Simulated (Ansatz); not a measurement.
Computed against measured: dipole moment

10 molecules holding an element from Na to Cl; the dipole moment in D, computed less measured. Shapes, held fixed at every level: PBE0-D4/def2-TZVP. No vibrational averaging. Dipoles are compared by magnitude; molecules under 1 D, whose direction can flip, are left out. Programs: Ansatz 0.2.0. Measured values: NIST CCCBDB.

Levels: A = PBE-D4/def2-TZVPP; B = r2SCAN-D4/def2-TZVPP; C = B3LYP-D4/def2-TZVPP.

| molecule | measured | A | B | C |
| --- | --- | --- | --- | --- |
| NS (Mononitrogen monosulfide) | 1.81 | +0.02 | -0.01 | +0.08 |
| HBS (hydrogen boron sulfide) | 1.30 | -0.10 | +0.08 | +0.07 |
| PF3 (phosphorus trifluoride) | 1.03 | -0.19 | -0.18 | +0.02 |
| CH2Cl2 (SMILES ClCCl) | 1.60 | -0.04 | +0.06 | +0.03 |
| CH2ClF (chlorofluoromethane) | 1.82 | -0.14 | -0.05 | -0.04 |
| CHCl2F (dichlorofluoromethane) | 1.29 | -0.13 | -0.06 | -0.04 |
| C2H4Cl2 (1,1-dichloroethane) | 2.06 | -0.10 | +0.03 | -0.04 |
| C2H6OS (SMILES CS(C)=O) | 3.96 | -0.27 | -0.12 | -0.03 |
| C3H6Cl2 (2,2-dichloropropane) | 2.27 | -0.09 | +0.05 | -0.04 |
| C3H7Cl (2-chloropropane) | 2.17 | -0.11 | +0.01 | -0.05 |

Which level does best on this set, which worst, and which err to one side?


```csv
level,kind,mean error,mean absolute error,worst case
PBE-D4/def2-TZVPP,GGA,-0.115,0.119,C2H6OS
r2SCAN-D4/def2-TZVPP,meta-GGA,-0.019,0.065,PF3
B3LYP-D4/def2-TZVPP,global hybrid,-0.004,0.044,NS
```

On this set B3LYP-D4/def2-TZVPP has the smallest mean absolute error and PBE-D4/def2-TZVPP the largest. PBE-D4/def2-TZVPP is too low in 9 of 10. Open shells run unrestricted. The set is small.

B3LYP gives a larger dipole than PBE in every molecule, which removes most of PBE's underestimate but turns its near agreement for NS (+0.02 D) into an excess of +0.08 D. The largest PBE deficits are in dimethyl sulfoxide and PF3, whose strongly polar S–O and P–F bonds place much of the density on the electronegative atom. A semilocal functional probably lets too much of that charge spread back towards sulfur or phosphorus, which exact exchange counteracts.

B3LYP's lead over r2SCAN is narrower than the averages suggest, since it rests on these same two molecules; over the other eight the two perform about equally, and r2SCAN is closer for NS and 2-chloropropane. B3LYP's near-zero mean error also reflects cancellation between positive and negative deviations rather than uniform accuracy. Because the basis has no diffuse functions, to which dipoles are sensitive, the comparison doesn't show how much of the agreement belongs to the functional alone.
